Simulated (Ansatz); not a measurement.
## InPd: pressure and energy less free atoms against volume scale

All results are calculated (Ansatz 0.2.0). Periodic Kohn-Sham DFT of a crystal at fixed atoms, scaled to volume_scale times the given cell; pressure positive in compression, energy less spherical unpolarised free atoms, largest_vzz the field gradient of largest size among the nuclei.

The cell before it is scaled or strained (space group Pm-3m, No. 221):
```
InPd
1.0
      3.2719     0.0000     0.0000
      0.0000     3.2719     0.0000
      0.0000     0.0000     3.2719
In Pd
1 1
Direct
  0.00000 0.00000 0.00000
  0.50000 0.50000 0.50000
```

Settings of every row: method all-electron LAPW; functional LDA; relativity scalar; k mesh 13x13x13; filling fermi-dirac; smearing width 0.03 eV; basis error target 1 meV/atom; nucleus gaussian.

Atom start moment: 0 on all atoms.

Limits: the cell comes from a prototype or a list of computed structures and needn't be the stable phase.

```
row  volume scale  V (Å³/atom)  pressure (GPa)  energy less free atoms (eV/atom)
  1        0.9405       16.471           1.291                             -4.68
  2          0.97       16.988           -3.19                           -4.6767
  3             1       17.513          -6.872                           -4.6599
  4          1.03       18.039               ?                                 ?
  5          1.06       18.564         -11.999                           -4.5971
```

Question: what pressure and energy less free atoms should row 4 give?

Worked fit of pressure. Take u = (V_r/V)^(2/3) − 1 with V_r = 17.251 Å³ an atom, which is twice the finite (Eulerian) strain; such expansions in the strain, on which the Birch-Murnaghan equation of state is built, carry the rest volume and the bulk modulus. The shown rows have u = 0.03133, 0.01029, -0.01, -0.04773. Least squares give pressure = −5.1377 + 180.879 × u + 777.6 × u² GPa; a straight line predicts inner rows, each left out in turn, worse (root mean square 0.76 against 0.0084 GPa). The rows lie off it by -0.002, 0.004, -0.003, 0.001. The pressure vanishes at u = 0.0256, or V = 16.61 Å³ an atom, and there the bulk modulus at fixed shape and fractions is B = −V dP/dV = (2/3)(1 + u) dP/du = 151 GPa. The withheld row has u = -0.02934, so the fit gives −5.1377 + 180.879 × (-0.02934) + 777.6 × (-0.02934)² = -9.775 GPa.

The calculation gave -9.638 GPa. The fit lies 0.137 GPa (1.4 % of the value, 1 % of the column's range) below it; its largest miss of a shown row is 0.004 GPa.

Worked fit of energy less free atoms. Take u = (V_r/V)^(2/3) − 1 with V_r = 17.251 Å³ an atom, which is twice the finite (Eulerian) strain; such expansions in the strain, on which the Birch-Murnaghan equation of state is built, carry the rest volume and the bulk modulus. The shown rows have u = 0.03133, 0.01029, -0.01, -0.04773. Least squares give energy less free atoms = −4.6697 − 0.8039 × u + 15.044 × u² eV/atom; a straight line predicts inner rows, each left out in turn, worse (root mean square 0.015 against 0.00065 eV/atom). The rows lie off it by 0.0001, -0.0003, 0.0003, 0.0000. Its lowest point lies at u = 0.0267, or V = 16.58 Å³ an atom, and the curvature there gives the bulk modulus at fixed shape and fractions, B = (4/9)(1 + u)² E″(u)/V = 136 GPa. The withheld row has u = -0.02934, so the fit gives −4.6697 − 0.8039 × (-0.02934) + 15.044 × (-0.02934)² = -4.6332 eV/atom.

The calculation gave -4.6327 eV/atom. The fit lies 0.0005 eV/atom (0.6 % of the column's range) below it; its largest miss of a shown row is 0.0003 eV/atom.
